## The spring picture

Near its equilibrium volume, a crystal should behave like a spring. Its energy then rises as the square of the volume change, and its pressure falls along a straight line as the volume grows. Al3Cu2 looks like a fair case for this harmonic approximation. It stays metallic at every volume computed, and c/a, the height of the cell over its base edge, drifts only from 1.218 to 1.214. The symmetry is the same throughout because the relaxation holds it fixed.

Al3Cu2 (P-3m1, 5 atoms per cell) in Ansatz 0.2.0: r2SCAN without spin polarisation, PAW, 500 eV plane-wave cutoff, 12×12×8 k mesh, Gaussian smearing of 0.1 eV. At each fixed volume, cell shape and atoms are relaxed to forces below 0.01 eV/Å. Energies are taken at zero smearing, relative to the standard crystals of Al and Cu in the same functional.

| volume (relaxed cell) (Å³/atom) | c/a (relaxed cell) | shortest distance (relaxed cell) (Å) | energy over elements (eV/atom) | pressure (GPa) |
| --- | --- | --- | --- | --- |
| 12.796 | 1.2184 | 2.346 | -0.096 | 19.920 |
| 13.232 | 1.2179 | 2.372 | -0.141 | 13.660 |
| 13.669 | 1.2174 | 2.397 | -0.171 | 8.350 |
| 14.105 | 1.2170 | 2.421 | -0.188 | 3.830 |
| 14.977 | 1.2158 | 2.469 | -0.188 | -3.260 |
| 15.414 | 1.2151 | 2.491 | -0.175 | -5.970 |
| 15.995 | 1.2142 | 2.522 | -0.148 | -8.900 |

A positive pressure means that the crystal is squeezed, a negative one that it is held stretched. The approximation on trial here is the spring picture, not the density functional. The table has no measurement and no higher level of theory by which r2SCAN itself could be judged.

## A good fit with wrong pressures

Fit a parabola in the volume V to the energies of all seven rows. It misses them by only 0.003 eV/atom (root mean square), while the energies span 0.092 eV/atom, from -0.188 to -0.096. On a plot this would pass as a success.

The pressure is minus the slope of the energy with volume, so the fitted parabola also predicts pressures. The table lists pressures obtained separately, from the stress on the cell, and they took no part in the fit. For a parabola with its minimum at V₀ and bulk modulus B₀ there,

p = B₀ (1 − V/V₀).

The fit gives B₀ = 130 GPa and V₀ = 14.65 Å³/atom. At the smallest volume, 12.80 Å³/atom, this makes p = 130 × (1 − 12.80/14.65) = 16.4 GPa.

The computed pressure there is 19.9 GPa, so the parabola falls short by 3.5 GPa. At the largest volume it is again too low, this time by 3.0 GPa, which is a third of the computed pressure's size. The signs give the failure away: the prediction is too low at the two smallest and the two largest volumes, and too high at the three between. A straight line laid through a curve that bends upward misses in just this way.

## Why the energy hides the fault

The first correction to a parabola is a cubic term, which lowers the energy on one side of the minimum and raises it on the other. A fit can absorb much of such a tilt by sliding its minimum sideways. The slope of a cubic term, however, is zero at the minimum and grows with the same sign on both sides. Sliding the parabola only adds a constant to the slope, which cannot cancel the middle and the ends at once. A small misfit in energy therefore becomes a large one in pressure.

The constants read from the fit suffer too. A Birch-Murnaghan curve with three constants, fitted to the seven pressures, puts the equilibrium at 14.54 Å³/atom with a bulk modulus of 117 GPa. Measured against that, the parabola's minimum has slid to too large a volume, and its modulus is 11% too high. A modulus on the high side is to be expected: one curvature has to serve the whole range, which reaches further into the stiff, compressed side than into the soft, stretched one. Both volumes are those of a static lattice, without thermal expansion or zero-point motion.

The pressures deserve this role as judge. Pressures worked out from the steps in free energy between neighbouring volumes agree with the listed ones, averaged over each step, to within 0.2 GPa. The misses of 3 GPa and more thus belong to the parabola.

## Stiffness runs the other way

The bulk modulus B is the pressure needed per relative change of volume, B = −V dp/dV. Applied to the straight line above, this gives B = B₀V/V₀. The spring picture thus claims that the crystal gets softer as it is squeezed.

The table shows the reverse. Between the two largest volumes the modulus is 79 GPa, between the two smallest it is 187 GPa, and it rises at every step of compression. On average it gains 4.4 GPa for each GPa of pressure. The parabola has this slope, called B′, at −1, so even its sign is wrong.

## Why squeezing stiffens a metal

A simpler system shows where the stiffening comes from: a gas of free electrons among point-like ions. Confining electrons raises their kinetic energy as V^(−2/3), while the attraction that holds the system together grows only as V^(−1/3). On compression the resisting term outruns the binding one, and each equal squeeze raises the pressure by more than the last. On expansion both fade, and each equal stretch adds less tension than the last.

In this model the energy is an exact parabola, but in V^(−1/3) instead of V. To see what that implies, write B′ = −1 − V E‴/E″, where the primes on the energy E are derivatives with respect to V. For a parabola in Vⁿ, the ratio V E‴/E″ at the minimum is 3(n − 1), so that

B′ = 2 − 3n.

The electron gas, with n = −1/3, has B′ = 3. That is the right sign and much of the size.

The analogy ends at the ions. Those of Al3Cu2 are not points, and copper carries a filled d shell that resists overlap with its neighbours. Such repulsion rises steeply at short distance and should push B′ above 3. This is an argument from theory, since the table does not split the energy into such parts.

## The same parabola in a better variable

The rule also shows how to mend the fit without adding a constant. Hooke's law for lengths, a parabola in V^(1/3), has B′ = 1 and should help only in part. A parabola in V^(−2/3), which is the second-order Birch-Murnaghan equation, has B′ = 4 and should come close.

Fitted to the same seven energies, the three forms bear this out. Their root-mean-square misses in pressure are 1.9 GPa for V, 1.2 GPa for V^(1/3) and 0.2 GPa for V^(−2/3). The last also gives a bulk modulus of 118 GPa, close to the one from the pressures. The printed output after this text lists the misses row by row.

Even the best form is too low at both ends, by up to 0.4 GPa, with the same pattern of signs as before. This hints at a B′ somewhat above 4. The listed energies are too coarse to settle it, because they are rounded to 0.001 eV/atom and the fit already follows them more closely than that. The pressures do settle it: the Birch-Murnaghan curve fitted to them has a B′ of about 4.6.

## A rule for use

Do not judge an energy–volume fit by its energy misfit alone. Differentiate it and compare the result with the computed pressures. If the misses have one sign at both ends and the other in the middle, the assumed B′ is wrong, and the fitted volume and stiffness are off as well. For Al3Cu2, a parabola in V^(−2/3) is the better start: it needs no more constants than one in V, and its B′ of 4 lies much closer to the value found from the pressures.

Numerical output:

```
fit of energy_over_elements on 7 rows: constant -0.1939 +/- 0.0025, coefficient of v1 -0.1211 +/- 0.021, coefficient of v1**2 5.813 +/- 0.34; rms 0.00305, worst 14.977 -0.00359, leave-one-out rms 0.00806
fit of energy_over_elements on 7 rows: constant -0.1935 +/- 0.0016, coefficient of l1 -0.2584 +/- 0.04, coefficient of l1**2 51.05 +/- 1.9; rms 0.00193, worst 14.977 -0.00234, leave-one-out rms 0.00501
fit of energy_over_elements on 7 rows: constant -0.1927 +/- 0.0003, coefficient of e1 0.05597 +/- 0.0042, coefficient of e1**2 12.14 +/- 0.09; rms 0.000374, worst 15.414 -0.00056, leave-one-out rms 0.000813
fit of q on 7 rows: constant 0.3408 +/- 0.028, coefficient of e1 176.2 +/- 0.39, coefficient of e1**2 72.77 +/- 8.5; rms 0.0354, worst 14.977 0.0537, leave-one-out rms 0.0862
pressure misses (parabola less computed, GPa) and bulk modulus of the step from the row above (GPa):
     row        V  V^(1/3)  V^(-2/3)  step_modulus
  12.796   -3.485   -2.204   -0.2615           n/a
  13.232   -1.088  -0.6412  -0.07202         186.8
  13.669   0.3508   0.2588   0.02593         163.4
  14.105    1.008   0.6493    0.0828           144
  14.977   0.3723   0.1996   0.03237         118.2
  15.414  -0.7894  -0.5475   -0.1094         94.23
  15.995   -3.007   -1.919   -0.3691         79.19
rms pressure miss, parabola in V (GPa): 1.862
rms pressure miss, parabola in V^(1/3) (GPa): 1.182
rms pressure miss, parabola in V^(-2/3) (GPa): 0.1814
volume at zero pressure, from pressures (A^3/atom): 14.54
volume at minimum, parabola in V (A^3/atom): 14.65
volume at minimum, parabola in V^(-2/3) (A^3/atom): 14.55
bulk modulus at zero pressure, from pressures (GPa): 116.5
bulk modulus, parabola in V (GPa): 129.8
bulk modulus, parabola in V^(-2/3) (GPa): 118.3
largest step modulus over smallest: 2.359
mean rise of step modulus per GPa of pressure: 4.444
largest gap, pressure from free-energy steps against mean of end pressures (GPa): 0.1968
```
